\section*{Margin comments: photon balance in a two-manifold fibre laser}

\paragraph{1. Premises.} A fibre of length $L$ carries $N$ active ions per unit volume, uniform over a doped area $A$. (a) Each ion is in a lower or an upper manifold, with fractions $1-n_2$ and $n_2$; each manifold is internally in Boltzmann equilibrium at one temperature $T$, and the line is homogeneously broadened. (b) The upper manifold decays at the rate $1/\tau$, linear in $n_2$. (c) Light travels as monochromatic beams $k$ of photon energy $E_k=h\nu_k$, direction $u_k=\pm1$ along $z$ and photon flux $Q_k(z)$ (photons per second, power $P_k=E_kQ_k$), each with a fixed profile $i_k(\mathbf r)$, $\int i_k\,dA=1$. Intensities add without interference. (d) There is no background loss and no amplified spontaneous emission (ASE). (e) $n_2$ does not vary across the doped area. (f) The state is steady. The amplifier form of the result is due to Saleh, Jopson, Evankow and Aspell (1990).

\paragraph{2. Why many Stark levels act as two.} In Yb$^{3+}$ the manifolds are $^2F_{7/2}$ and $^2F_{5/2}$. Their Stark levels typically thermalise within picoseconds, while the fastest optical rate in the example below takes about a microsecond. Let $E_i$ and $E_j$ be Stark energies above the bottom of the lower and upper manifold, $E_0$ the distance between the bottoms, $Z_1,Z_2$ the partition sums, and $\sigma_{ij}(\nu)$ the cross-section of a pair, equal for absorption and emission. Then $\sigma^a=\sum\sigma_{ij}e^{-E_i/k_BT}/Z_1$ and $\sigma^e=\sum\sigma_{ij}e^{-E_j/k_BT}/Z_2$. If each line is narrow against $k_BT$, a pair contributes only where $h\nu=E_0+E_j-E_i$, every pair gives the same ratio, and McCumber's relation follows:
\begin{equation}\label{mc}
\sigma^a(\nu)=\sigma^e(\nu)\,e^{(h\nu-\epsilon)/k_BT},\qquad \epsilon=E_0+k_BT\ln(Z_1/Z_2).
\end{equation}
The balance below does not need \eqref{mc}; it serves to fix a cross-section too small to be read off a spectrum.

\paragraph{3. Where $\zeta$ comes from.} With the flux density $Q_ki_k$, the steady rate equation at a point and the growth of a beam are
\begin{align}
0&=\sum_kQ_ki_k\left[\sigma^a_k-(\sigma^a_k+\sigma^e_k)n_2\right]-n_2/\tau,\label{rate}\\
u_k\frac{dQ_k}{dz}&=-NQ_k\int_A i_k\left[\sigma^a_k-(\sigma^a_k+\sigma^e_k)n_2\right]dA.\label{prop0}
\end{align}
Multiply \eqref{rate} by $N$ and integrate over $A$. Each term of the sum becomes $-u_k\,dQ_k/dz$ by \eqref{prop0}, so
\begin{equation}\label{bal}
\zeta\,\langle n_2\rangle_A=-\sum_ku_k\frac{dQ_k}{dz},\qquad \zeta=\frac{NA}{\tau}.
\end{equation}
This step does not use (e). It says that every photon removed from the beams and not returned to them is one decay, and $\zeta$ is the decay rate per unit length of a fully inverted fibre. Premise (e) enters only now, to take $n_2$ out of the integral in \eqref{prop0}. With $\Gamma_k=\int_Ai_k\,dA$, $\alpha_k=\Gamma_kN\sigma^a_k$ and $g_k=\Gamma_kN\sigma^e_k$,
\begin{equation}\label{prop}
u_k\frac{d\ln Q_k}{dz}=(\alpha_k+g_k)\,n_2(z)-\alpha_k .
\end{equation}

\paragraph{4. The two integrations.} Define $X=\int_0^Ln_2\,dz$, a length. Integrate \eqref{prop} over the fibre. For $u_k=+1$ the left side is $\ln Q_k(L)/Q_k(0)$, for $u_k=-1$ it is $\ln Q_k(0)/Q_k(L)$; both are $\ln Q_k^{\rm out}/Q_k^{\rm in}$ and equal $(\alpha_k+g_k)X-\alpha_kL$. Integrate \eqref{bal}: $-u_k[Q_k(L)-Q_k(0)]=Q_k^{\rm in}-Q_k^{\rm out}$ for either direction, so $\zeta X=\Delta Q$. Together,
\begin{equation}\label{main}
Q_k^{\rm out}=Q_k^{\rm in}\exp\!\left[-\alpha_kL+(\alpha_k+g_k)\frac{\Delta Q}{\zeta}\right],\qquad
\Delta Q=\sum_j\left(Q_j^{\rm in}-Q_j^{\rm out}\right).
\end{equation}
Three points are usually passed over. $\Delta Q$ runs over all beams, and an amplified beam contributes negatively, so $\Delta Q$ is the absorbed pump flux only when nothing else is present. In and out refer to the ends of the doped fibre, inside any mirrors. The shape of $n_2(z)$ has dropped out, and with it the direction of each beam.

\paragraph{5. One unknown, one root.} Summing \eqref{main} over $k$ gives $\zeta X=\sum_kQ_k^{\rm in}\{1-e^{-\alpha_kL+(\alpha_k+g_k)X}\}$. The left side rises with $X$ and the right side falls, so for given inputs the root is unique. For the pump alone put $x=(\alpha_p+g_p)Q_p^{\rm in}/\zeta$ and $y=(\alpha_p+g_p)Q_p^{\rm out}/\zeta$; \eqref{main} reads $ye^{y}=xe^{x-\alpha_pL}$, hence
\begin{equation}\label{lam}
y=W\!\left(xe^{x-\alpha_pL}\right)
\end{equation}
with $W$ the principal Lambert function. This is the state below threshold.

\paragraph{6. The axial profile is algebraic too.} Stop both integrations at $z$ and let $\xi(z)=\int_0^zn_2\,dz'$:
\begin{equation}\label{loc}
F(\xi,z)=\zeta\xi+\sum_ku_kQ_k(0)\left\{e^{u_k[(\alpha_k+g_k)\xi-\alpha_kz]}-1\right\}=0 .
\end{equation}
Here $\partial_\xi F=\zeta+\sum(\alpha_k+g_k)Q_k>0$, so each $z$ has one $\xi$, and $\partial_zF=-\sum\alpha_kQ_k$. Implicit differentiation returns
\begin{equation}\label{n2}
n_2=\frac{d\xi}{dz}=\frac{\sum_k\alpha_kQ_k}{\zeta+\sum_k(\alpha_k+g_k)Q_k},
\end{equation}
which is \eqref{bal} combined with \eqref{prop}. The algebraic solution therefore solves the differential problem.

\paragraph{7. Clamping.} Place reflectors at $z=0$ and $z=L$ with effective signal reflectances $R_1$ and $R_2$, transparent to the pump. The signal is two beams, $Q_\pm$, with the same single-pass gain $G$ by \eqref{main}, and $Q_+(0)=R_1Q_-(0)$, $Q_-(L)=R_2Q_+(L)$. One round trip gives $Q_+(0)=R_1R_2G^2Q_+(0)$. Either the signal vanishes or $\ln G=\Lambda\equiv-\ln\sqrt{R_1R_2}$, and then
\begin{equation}\label{clamp}
\Delta Q_c=\zeta X_c,\qquad X_c=\frac{\alpha_sL-\ln\sqrt{R_1R_2}}{\alpha_s+g_s}=n_sL+\frac{\Lambda}{\alpha_s+g_s},
\end{equation}
where $n_k=\alpha_k/(\alpha_k+g_k)$ is the inversion at which beam $k$ sees a transparent fibre. The first term makes the fibre transparent, the second pays for the mirrors. What is clamped is the integral $X$, and with it the total fluorescence; $n_2(z)$ still changes shape with the pump.

\paragraph{8. Pump transmission and the shortest fibre.} Insert \eqref{clamp} into \eqref{main} for the pump and collect the terms in $L$:
\begin{equation}\label{Tp}
\ln T_p=-\alpha_pL+(\alpha_p+g_p)X_c=-b\,(L-L_{\min}),
\end{equation}
\begin{equation}
b=(\alpha_p+g_p)(n_p-n_s),\qquad L_{\min}=\frac{\Lambda}{(\alpha_s+g_s)(n_p-n_s)} .
\end{equation}
$T_p$ is independent of the pump power: once lasing starts the pump bleaches its absorption no further. A pump must be absorbed, $T_p<1$, which needs $n_p>n_s$ and $L>L_{\min}$. By \eqref{mc}, $n_k=[1+e^{(\epsilon-E_k)/k_BT}]^{-1}$, so $n_p>n_s$ means $E_p>E_s$.

\paragraph{9. Threshold and output.} The signal flux generated in the fibre is $Q_s=(1-R_2)Q_+(L)+(1-R_1)Q_-(0)$, output minus input for the two beams. The definition of $\Delta Q$ then gives
\begin{equation}\label{out}
Q_s=(1-T_p)\,Q_p^{\rm in}-\Delta Q_c=(1-T_p)\left(Q_p^{\rm in}-Q_{\rm th}\right),\qquad Q_{\rm th}=\frac{\Delta Q_c}{1-T_p}.
\end{equation}
The output is exactly linear because $T_p$ and $\Delta Q_c$ are constants. The branches meet properly: by the monotonicity of comment 5 the dark state has $X>X_c$, and so a round-trip gain above one, exactly when $(1-T_p)Q_p^{\rm in}>\zeta X_c$, which is where $Q_s>0$. Pumps entering at both ends simply add in $Q_p^{\rm in}$. A pump reflector $R_p$ at the far end replaces $1-T_p$ by $(1-T_p)(1+R_pT_p)$.

\paragraph{10. Which end the light leaves by.} Equation \eqref{prop} gives $d\ln(Q_+Q_-)/dz=0$. At the ends the product is $R_1Q_-(0)^2$ and $R_2Q_+(L)^2$, so $Q_-(0)=\sqrt{R_2/R_1}\,Q_+(L)$. For a lossless output coupler the power leaving at $z=L$ is
\begin{equation}\label{P}
P_{\rm out}=\eta\,(P_p-P_{\rm th}),\quad \eta=f_2\frac{E_s}{E_p}(1-T_p),\quad
f_2=\frac{(1-R_2)\sqrt{R_1}}{(1-R_2)\sqrt{R_1}+(1-R_1)\sqrt{R_2}},
\end{equation}
with $P_{\rm th}=E_pQ_{\rm th}$ and $P_p$ the launched pump power. Neither $\tau$ nor the quantum yield of fluorescence appears in the slope.

\paragraph{11. Illustration: inputs.} Take a Yb-doped silica fibre with a doped core of radius $a=10\,\mu$m and a pump cladding of radius $200\,\mu$m, pumped at 976~nm from $z=0$ and lasing at 1080~nm between gratings with $R_1=0.99$, $R_2=0.10$; $L=15$~m, $T=300$~K. Typical inputs are $\sigma^a_p=\sigma^e_p=2.5\times10^{-6}$~nm$^2$, $\sigma^e_s=2.8\times10^{-7}$~nm$^2$, $\tau=0.85$~ms and a Gaussian signal mode $i_s\propto e^{-2r^2/w^2}$ with $w=9.0\,\mu$m. The density $N=0.050$~nm$^{-3}$ is chosen to give a cladding absorption usual for this geometry. Intermediate values are carried unrounded.

The photon energies are $E_p=1.2703$~eV and $E_s=1.1480$~eV, and $k_BT=0.02585$~eV. Equal cross-sections at the pump mean $\epsilon=E_p$, so $\sigma^a_s/\sigma^e_s=e^{-4.732}=8.81\times10^{-3}$. A pump that fills the cladding uniformly has $\Gamma_p=(10/200)^2=2.5\times10^{-3}$; the signal has $\Gamma_s=1-e^{-u}=0.915$ with $u=2a^2/w^2=2.469$. Then $\alpha_p=g_p=0.3125$~m$^{-1}$ (1.36~dB/m), $g_s=12.81$~m$^{-1}$, $\alpha_s=0.1129$~m$^{-1}$, $n_p=1/2$, $n_s=0.00873$ and $\zeta=1.848\times10^{19}$~m$^{-1}$s$^{-1}$.

\paragraph{12. Illustration: results of the model.} With $\Lambda=1.156$ ($G=3.18$) and $\alpha_sL=1.693$, \eqref{clamp} gives $X_c=0.1310+0.0894=0.2204$~m, a mean inversion of 0.0147, and $\Delta Q_c=4.07\times10^{18}$~s$^{-1}$. Reabsorption costs more than the mirrors, although 1080~nm is often called a four-level wavelength. From \eqref{Tp}, $b=0.3070$~m$^{-1}$, $L_{\min}=0.182$~m and $T_p=0.0106$, against $e^{-\alpha_pL}=0.0092$ for the unexcited fibre. Hence $P_{\rm th}=0.84$~W, $f_2=0.9965$ and, with $E_s/E_p=0.9037$, $\eta=0.891$. At $P_p=500$~W the model gives $P_{\rm out}=445$~W, 494~W forward inside the output coupler, 157~W backward at $z=0$ and 5.3~W of residual pump. Only 0.17\% of the launched photons end as fluorescence.

\paragraph{13. Validity: background loss.} A uniform loss $l_k$ adds $-l_k$ to the right of \eqref{prop}. The exponent becomes $-(\alpha_k+l_k)L+(\alpha_k+g_k)X$, so $X$ and $T_p$ stay clamped, but the balance turns into $\zeta X=\Delta Q-\sum_kl_k\int Q_k\,dz$, which needs the profile. Its size can be bracketed. At 500~W the fibre has $n_2>n_s$ everywhere (by \eqref{n2} this requires $\alpha_pQ_p(1-n_s/n_p)>\zeta n_s$, and $\alpha_pQ_p/\zeta$ is still 0.44 at the exit), so $Q_+$ rises monotonically, and with $Q_+Q_-=R_2Q_+(L)^2$ the sum $Q_++Q_-$ lies between $2\sqrt{R_2}\,Q_+(L)$ and $(1+R_2)Q_+(L)$. To first order the fraction $\delta$ of the output that is lost obeys
\begin{equation}
l_sL\,\frac{2\sqrt{R_2}}{1-R_2}<\delta<l_sL\,\frac{1+R_2}{1-R_2}.
\end{equation}
A typical 15~dB/km, $l_sL=0.052$, gives $0.036<\delta<0.063$, or 16 to 28~W. The same loss for the pump removes about $l_p/\alpha_p=0.011$ of it. The slope falls to between 0.82 and 0.85, while $X_c$ rises by only 1.8\%. The neglected loss is thus far larger than the threshold term that \eqref{P} retains. It also governs the best length. Without loss, $\partial Q_s/\partial L=bT_pQ_p^{\rm in}-\zeta n_s=0$ puts the optimum at 28~m. With loss, fibre added at the exit costs $l_s(1+R_2)Q_+(L)$ per unit length, and with $(1-R_2)Q_+(L)\approx Q_p^{\rm in}$ the condition $bT_p\approx l_s(1+R_2)/(1-R_2)$ gives roughly 14~m.

\paragraph{14. Validity: the transverse profile.} At threshold only the uniform pump acts and (e) holds. Above it, solve \eqref{rate} at a point: $n_2(r)-n_s=C/(i_s(r)+c)$, where $C$ and $c>0$ collect the pump and decay rates divided by the signal rate and do not depend on $r$; $C>0$ here. The balance \eqref{bal} and the pump see the area mean of $n_2$, whereas the mirrors clamp the mean weighted with $i_s$. The ratio of the two excesses is $\langle i_s\rangle\langle1/(i_s+c)\rangle/\langle i_s/(i_s+c)\rangle$. Since $1/i_s$ and $i_s/(i_s+c)$ vary oppositely with $i_s$, the mean of their product is at most the product of their means, and the ratio is at most its value at $c=0$. With $t=r^2/a^2$ uniform on $[0,1]$,
\begin{equation}
\kappa=\int_0^1e^{-ut}dt\int_0^1e^{ut}dt=\left[\frac{\sinh(u/2)}{u/2}\right]^2=1.62 .
\end{equation}
So $X\le n_sL+\kappa\Lambda/(\alpha_s+g_s)=0.276$~m. In that limit $T_p=0.0109$, the output line extrapolates to 1.05~W in place of 0.84~W, and the output at 500~W drops by 0.36~W. The clamp on $\Delta Q$ is loose by up to a quarter, the output is hardly touched. The unused inversion at the core edge feeds higher modes, which (c) excludes.

\paragraph{15. Validity: ASE.} Equation \eqref{main} gives the gain of a weak probe at any wavelength from $X_c$. At 1030~nm, with a typical $\sigma^e=6.3\times10^{-7}$~nm$^2$, the same $\Gamma_s$ and \eqref{mc}, transparency needs $n_2=0.071$ and $\ln G=-26$. Local gain is absent as well: \eqref{n2} with the largest pump and the smallest signal flux bounds $n_2$ by 0.041 at 500~W. Near the signal, spontaneous emission into two polarisations and a band $\Delta\nu$ adds $2\Delta\nu\,g_sn_2$ to $dQ/dz$. For uniform $n_2$ this integrates to $2\Delta\nu\,n_{\rm sp}(G-1)$ with $n_{\rm sp}=g_sX_c/\Lambda=2.44$. For $\Delta\nu\approx10$~THz it is $1.1\times10^{14}$~s$^{-1}$ per direction and spatial mode, both directions together $5\times10^{-5}$ of $\Delta Q_c$. Premise (d) fails when some wavelength reaches several tens of decibels, as in long-wavelength cavities with highly reflecting ends absent, or in a laser near 980~nm, where the inversion must exceed one half.

\paragraph{16. Validity: temperature and the rest.} The factor in \eqref{mc} is steep. At 350~K, with $\sigma^e_s$ and $\epsilon$ held fixed, $X_c$ rises to 0.344~m and the threshold nearly in proportion. A temperature that varies along $z$ makes $\alpha_k+g_k$ depend on $z$, and the beams then no longer share one integral. The same happens if $\Gamma_p$ drifts because cladding modes that miss the core survive; a constant $\Gamma_p$ presumes mode mixing by cladding shape or coiling. Decay nonlinear in $n_2$ (ion pairs, upconversion) or excited-state absorption breaks \eqref{bal}; photodarkening raises $l_k$. Adding intensities presumes many longitudinal modes, since a single-frequency standing wave burns a grating into $n_2$. Raman scattering, Brillouin scattering and thermal mode coupling bound the power from above, and relaxation oscillations lie outside (f).

\paragraph{17. What the numbers are worth.} The values 0.84~W, 0.891 and 445~W belong to the loss-free model with the inputs of comment 11. Oscillators of this kind typically show slopes of about 0.70 to 0.80 against launched pump and extrapolated thresholds that often reach a few watts, so the model's slope is high by one to two tenths and its threshold low by a factor of a few; fibre loss accounts for part of the first gap, splices and gratings for more, and heating and the transverse profile push the threshold upward. The clamped pump transmission is the robust prediction, since uniform loss leaves it independent of power and the transverse profile moves it only from 0.0106 to at most 0.0109.